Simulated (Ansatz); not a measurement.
**Heisenberg model of GdN put to the test — Ansatz, plane waves and PAW**

Space group Fm-3m (No. 225), 2 atoms in the cell of the first input below: a = 3.535 Å, b = 3.535 Å, c = 3.535 Å, α = 60.00°, β = 60.00°, γ = 60.00°.

The cell was built from a prototype of a structure type listed for this compound, at its measured volume, taken without relaxation (pressure 0.3 GPa with this functional, without spin–orbit coupling). Functional: PBE+U (Gd 6 eV).

The couplings come from the ferromagnetic state by the force theorem with constrained moments:

```yaml
crystal:
  lattice:
    - [0.0, 2.4994985661, 2.4994985661]
    - [2.4994985661, 0.0, 2.4994985661]
    - [2.4994985661, 2.4994985661, 0.0]
  atoms:
    - { symbol: Gd, position: [0.5, 0.5, 0.5], spin: 7.63 }
    - { symbol: "N", position: [0.0, 0.0, 0.0] }
basis:
  ecutwfc: 420
  ecutrho_ratio: 4
kpoints:
  mp_grid: { grid: [10, 10, 10] }
  band_path:
    path:
      - [[0.0, 0.0, 0.0], [0.5, 0.0, 0.5], [0.625, 0.25, 0.625]]
      - [[0.375, 0.375, 0.75], [0.0, 0.0, 0.0], [0.5, 0.5, 0.5], [0.5, 0.25, 0.75], [0.5, 0.0, 0.5]]
    npoints: 6
hamiltonian:
  xc: pbe
  hubbard: { sites: [{ species: Gd, l: f, u_eff: 6.0 }] }
scf:
  occupations: { method: gaussian, width: 0.05 }
  lower_state_search: "off"
output:
  forces: true
  stress: true
  eigenvalues: true
  populations: true
  hubbard: { sites: [{ species: Gd, l: f }] }
  eigenstates:
    nscf_kmesh: { grid: [10, 10, 10] }
    top_band: c28
    exchange_couplings: { magnetic: [{ site: 0 }] }
    magnetocrystalline_anisotropy: {}
magnetization:
  spin_polarized: true
checkpoint:
  read: start.run
  write: ck
  compress: false
  write_wavefunctions: false
  write_every: 100000
```

```bash
ansatz run input.yaml --threads 8 --pin off --max-ram 16384MiB --backend cpu --events-out ev --progress --plain --runs-dir out
```

start.run is the saved state of an earlier run of the same cell.

Time: 31 s on 8 threads of Intel(R) Xeon(R) Platinum 8375C CPU @ 2.90GHz (Ice Lake), with other jobs on the host, peak memory 1.7 GiB.

Couplings between Gd atoms, for E = −Σ(i≠j) J_ij e_i·e_j with unit vectors (each pair counted twice):

| distance (Å) | neighbours | J (meV) |
| --- | --- | --- |
| 3.535 | 12 | 0.586 |
| 4.999 | 6 | 0.133 |
| 6.122 | 24 | 0.011 |
| 7.070 | 12 | 0.031 |
| 7.904 | 24 | 0.019 |
| 8.659 | 8 | 0.002 |
| 9.352 | 48 | 0.003 |
| 9.998 | 6 | 0.005 |
| 10.604 | 24 | 0.003 |
| 10.604 | 12 | 0.005 |

28 shells out to 17.3 Å enter the sums below; those further out add 0.15 meV to J(0).

Problem. All couplings of one atom add up to J(0) = 9.80 meV. What is the mean-field ordering temperature?

Solution. k_B T = (2/3) J(0), so T = 75.8 K; the program prints 75.8 K, and 66.9 K in Tyablikov's decoupling. Mean field leaves out fluctuations and so overshoots the model's own ordering temperature. The couplings also hang on U, so neither figure predicts a measured one.

At rigid moments, leaving out the upper third of the empty bands moves a coupling by up to 39 % of the largest.

Problem. What energy per Gd above the ferromagnet does the model give for the order with wave vector q = (0.000, 0.000, 0.500) in units of the reciprocal cell vectors?

Solution. E(q) − E(0) = Σ J_ij (1 − cos q·R_ij). The shells that add most, as J × Σ(1 − cos): 0.586 × 12.00 at 3.54 Å, 0.133 × 12.00 at 5.00 Å, 0.011 × 24.00 at 6.12 Å, 0.019 × 24.00 at 7.90 Å, 0.003 × 48.00 at 9.35 Å, 0.004 × 48.00 at 11.18 Å, and 0.46 meV from the 22 other shells kept; in all 10.14 meV.

Each order was then solved self-consistently. The input for the first:

```yaml
crystal:
  lattice:
    - [0.0, 2.4994985661, 2.4994985661]
    - [2.4994985661, 0.0, 2.4994985661]
    - [4.9989971322, 4.9989971322, 0.0]
  atoms:
    - { symbol: Gd, position: [0.5, 0.5, 0.25], spin: 7.0 }
    - { symbol: "N", position: [0.0, 0.0, 0.0] }
    - { symbol: Gd, position: [0.5, 0.5, 0.75], spin: -7.0 }
    - { symbol: "N", position: [0.0, 0.0, 0.5] }
basis:
  ecutwfc: 420
  ecutrho_ratio: 4
kpoints:
  mp_grid: { grid: [10, 10, 5] }
hamiltonian:
  xc: pbe
  hubbard: { sites: [{ species: Gd, l: f, u_eff: 6.0 }] }
scf:
  occupations: { method: gaussian, width: 0.05 }
  lower_state_search: "off"
output:
  forces: true
  stress: true
  eigenvalues: true
  populations: true
  hubbard: { sites: [{ species: Gd, l: f }] }
  write_density: true
  write_potential: true
  elf: true
  volumetric_format: npy
magnetization:
  spin_polarized: true
checkpoint:
  read: start.run
  write: ck
  compress: false
  write_wavefunctions: false
  write_every: 100000
```

```bash
ansatz run input.yaml --threads 8 --pin off --max-ram 16384MiB --backend cpu --events-out ev --progress --plain --runs-dir out
```

start.run is the saved state of an earlier run of the same cell.

Time: 4 s on 8 threads of Intel(R) Xeon(R) Platinum 8375C CPU @ 2.90GHz (Ice Lake) (shared host), peak memory 0.75 GiB.

Total energies count from the ferromagnet on the 10×10×10 mesh, or from a ferromagnetic run in the same doubled cell where its mesh isn't the equal of that (spin moment 6.93 μB); spirals count from the spiral at q = 0.

```json
{"order": "collinear order in a doubled cell", "q": "0.000 0.000 0.500", "model (meV)": "10.14", "total energies (meV)": "10.16", "largest spin moment (μB)": "6.92", "gap on the mesh (eV)": "0.02"}
{"order": "collinear order in a doubled cell", "q": "0.000 0.500 0.500", "model (meV)": "11.02", "total energies (meV)": "10.88", "largest spin moment (μB)": "6.92", "gap on the mesh (eV)": "0.00"}
{"order": "flat spiral", "q": "0.500 0.000 0.500", "model (meV)": "11.02", "total energies (meV)": "9.60", "largest spin moment (μB)": "6.72", "gap on the mesh (eV)": "–"}
{"order": "flat spiral", "q": "0.625 0.250 0.625", "model (meV)": "11.55", "total energies (meV)": "10.98", "largest spin moment (μB)": "6.72", "gap on the mesh (eV)": "–"}
{"order": "flat spiral", "q": "0.250 0.000 0.250", "model (meV)": "7.07", "total energies (meV)": "6.52", "largest spin moment (μB)": "6.73", "gap on the mesh (eV)": "–"}
{"order": "flat spiral", "q": "0.312 0.125 0.312", "model (meV)": "7.67", "total energies (meV)": "6.83", "largest spin moment (μB)": "6.72", "gap on the mesh (eV)": "–"}
{"order": "flat spiral", "q": "0.188 0.188 0.375", "model (meV)": "7.88", "total energies (meV)": "8.01", "largest spin moment (μB)": "6.73", "gap on the mesh (eV)": "–"}
{"order": "flat spiral", "q": "0.125 0.000 0.125", "model (meV)": "3.01", "total energies (meV)": "2.14", "largest spin moment (μB)": "6.73", "gap on the mesh (eV)": "–"}
```

The model has the sign of the total energies in all 8 rows (7 distinct orders), and meets their size within a tenth for 5, within a third for 2 more, within a factor of two for 1 more; the largest miss is 1.42 meV. The ferromagnet and the order at q = (0.125, 0.000, 0.125) lie within 2.14 meV, too close to call on these meshes. The couplings are derived for small turns about the ferromagnet. Spiral moments are integrated over Gaussian weights, collinear ones over spheres. The order at q = (0.000, 0.500, 0.500) was solved both ways, and the two energies part by 1.28 meV, probably through the k-meshes.

Caveats: a collinear order may stand above its lowest state; couplings not converged in the mesh; each run may end in a state that is not the lowest; filled bands differ between k-points; filled bands differ between k-points (some of the orders); no spin-orbit coupling, which matters for these elements; not tested for a lower state (some of the orders); state of the open shells carried from another run; state of the open shells carried from another run (some of the orders); the ferromagnetic state is metallic at this level, and the convergence of the total energies in the k-mesh was not tested; the saved state is not the lowest (some of the orders); the upper empty bands still move some couplings by over a tenth of the largest.

The nearest-neighbour coupling, 0.586 meV, carries most of J(0) and favours parallel spins. Among the orders computed, the ferromagnet is favoured over all but the longest-wavelength spiral, for which the order remains unresolved. The moments hardly change between orders within either way of integrating them, as expected of a half-filled 4f shell, and this rigidity helps a model of fixed spins work well beyond small rotations.

Direct 4f overlap is negligible, so the coupling probably runs through Gd 5d states, polarised by on-site exchange with the 4f spins and mixed with N 2p. Antiferromagnetic superexchange through nitrogen competes with this route, but the total couplings don't separate the two.

The metallic ferromagnet disagrees with the semiconducting behaviour known for near-stoichiometric GdN. The likely cause is the semilocal functional, which places N 2p and Gd 5d too close together, an error that U on the 4f shell leaves largely uncorrected. The resulting carriers may also alter the exchange, so these couplings don't establish the strength of carrier-free exchange in the semiconductor.
